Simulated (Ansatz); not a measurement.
Loss of CH4: how K changes with temperature for C4H8F2 ⇌ C3H4F2 + CH4

Species: C4H8F2 `CCC(F)CF`, singlet; C3H4F2 `C=C(F)CF`, singlet; CH4 (methane) `C`, singlet. This is a balance of energies; it says nothing on the path, which may need atoms to shift.

The electronic reaction energy at CCSD(T)/CBS estimate is +95.7 kJ/mol. Shapes: PBE0-D4/def2-TZVP. Flexible molecules stand in one conformer, not always the lowest. Programs: Ansatz 0.2.0. Enthalpy and entropy come from rigid-rotor, harmonic-oscillator sums on unscaled PBE0-D4/def2-TZVP wavenumbers, ideal gases at 1 bar; R ln 2 is added for the mirror twin of the chiral shape of C4H8F2. Symmetry numbers: C4H8F2 1, C3H4F2 1, CH4 12. R = 8.3145 J/(mol K).

| T (K) | ΔH (kJ/mol) | ΔS (J/(mol K)) |
| --- | --- | --- |
| 800 | +79.5 | +137.6 |
| 1100 | +75.8 | +133.8 |
| 1400 | ? | ? |

Work out ln K at 800 and 1100 K, and from these estimate it at 1400 K.


1. 800 K: ΔG = +79.5 − 800 × (+137.6)/1000 = -30.6 kJ/mol; ln K = −ΔG/RT = +4.60.
2. 1100 K: ΔG = +75.8 − 1100 × (+133.8)/1000 = -71.4 kJ/mol; ln K = −ΔG/RT = +7.81.
3. Slope against 1000/T: (+7.81 − (+4.60))/(0.9091 − 1.2500) = -9.42, that is −ΔH/R with ΔH near +78 kJ/mol.
4. 1400 K: ln K = +4.60 + (-9.42) × (0.7143 − 1.2500) = +9.65.

The full sums give ΔH = +71.5 kJ/mol, ΔS = +130.3 J/(mol K), ΔG = -110.9 kJ/mol and ln K = +9.53 at 1400 K, so the line is off by +0.12 in ln K; without rounding the miss is +0.10, from the change of ΔH with temperature. The products are favoured over this whole range. The number of molecules rises, which sets the sign of ΔS, and lower pressure favours the products. An error of 10 kJ/mol in the energy moves ln K by 0.9 at 1400 K. Soft modes are treated as harmonic, which can err either way at these temperatures; the lowest are those of C4H8F2 (93 cm⁻¹), C3H4F2 (120 cm⁻¹). Other conformers aren't counted. The CBS estimate extrapolates MP2 from def2-TZVPP and def2-QZVPP and adds CCSD(T) − MP2 in the triple-zeta set, cores frozen.

Loss of methane is uphill in enthalpy but driven by entropy. A C–C σ bond and a C–H bond give way to a new C–H bond and a C=C π bond, and the π bond is weaker than the σ bond it replaces. Against this, splitting one molecule into two turns internal vibrations into translation and rotation, and at these temperatures the TΔS term outweighs the enthalpy cost.

The same exchange explains why the straight line overshoots at 1400 K. Fully excited vibrations hold more heat than the translations and rotations that replace them, so the heat capacity falls on reaction and ΔH drops from +79.5 to +71.5 kJ/mol. ln K therefore still rises on heating, but less steeply than a constant ΔH would imply.

The positive ln K supports methane loss as favourable relative to intact difluorobutane under standard conditions, but not methane as the main product of pyrolysis: loss of HF, a common route for fluoroalkanes, and C–C homolysis would compete and aren't part of this balance.
